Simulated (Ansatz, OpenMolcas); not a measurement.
## CH3ClF2Si (SMILES C[Si](F)(F)Cl): the energy, rung by rung

CH3ClF2Si: 8 atoms, total charge 0, spin state singlet. As SMILES, `C[Si](F)(F)Cl`. The shape is that of a PBE0-D4/def2-TZVP optimisation.

```xyz
8

C    -0.8085   -0.2990    0.5122
Si    0.6906    0.1514   -0.4392
F     1.9870   -0.4723    0.2191
F     0.6162   -0.4156   -1.9142
Cl    0.9631    2.1585   -0.5609
H    -0.9171   -1.3854    0.5498
H    -0.7402    0.0804    1.5334
H    -1.6988    0.1248    0.0441
```

Quantity: the energy change with the C1–H7 bond stretched from 1.092 to 1.419 Å, in eV. The values are calculated.

| level | kind | program | value (eV) | CPU time (all runs) |
| --- | --- | --- | --- | --- |
| HF/def2-SVP (restricted) | Hartree–Fock | OpenMolcas | 1.13 | 12 s |
| PBE/def2-SVP (restricted) | GGA | OpenMolcas | 0.90 | 38 s |
| TPSS/def2-SVP (restricted) | meta-GGA | OpenMolcas | 0.93 | 52 s |
| PBE0/def2-SVP (restricted) | global hybrid | OpenMolcas | 1.00 | 36 s |
| wB97X/def2-SVP (restricted) | range-separated hybrid | Ansatz | 1.02 | 48 s |
| PBE-QIDH/def2-SVP (restricted) | double hybrid | Ansatz | 1.07 | 19 s |
| RPA@PBE0/def2-SVP (restricted) | RPA | Ansatz | 0.99 | 23 s |
| MP2/def2-SVP (restricted) | perturbation theory | Ansatz | 1.04 | 5.9 s |
| BCCD(T)/def2-SVP (restricted) | coupled cluster or CI | Ansatz | 0.98 | 55 s |
| CCSD/def2-SVP (restricted) | coupled cluster or CI | Ansatz | 1.00 | 31 s |

The first shape isn't each level's own minimum. The values span 0.90 to 1.13 eV. In so small a basis fixed costs decide the times, and correlated methods can beat functionals. CPU times are rough (shared hosts, several kinds of processor and program).

Stretching the C–H bond costs most in Hartree–Fock, 1.13 eV, and least in PBE, 0.90 eV, with BCCD(T) between them at 0.98 eV. As the bond lengthens, the bonding and antibonding σ orbitals draw closer and left-right correlation grows. A single restricted determinant lacks this correlation and keeps too much ionic character, so its energy climbs too steeply. MP2 recovers much of the missing stabilisation, and CCSD and BCCD(T) bring the cost down further. The small step between these last two suggests that the bond is still largely single-reference at this length.

PBE and TPSS err the other way, probably because their semilocal exchange holes mimic left-right correlation too strongly. Exact exchange counters this in PBE0, which matches CCSD at 1.00 eV, while RPA comes closest to BCCD(T). Such agreement may owe something to error cancellation within this basis. The stretch probes the wall of the bonding well, not the dissociation limit, so the ranking need not carry over to C–H bond energies.
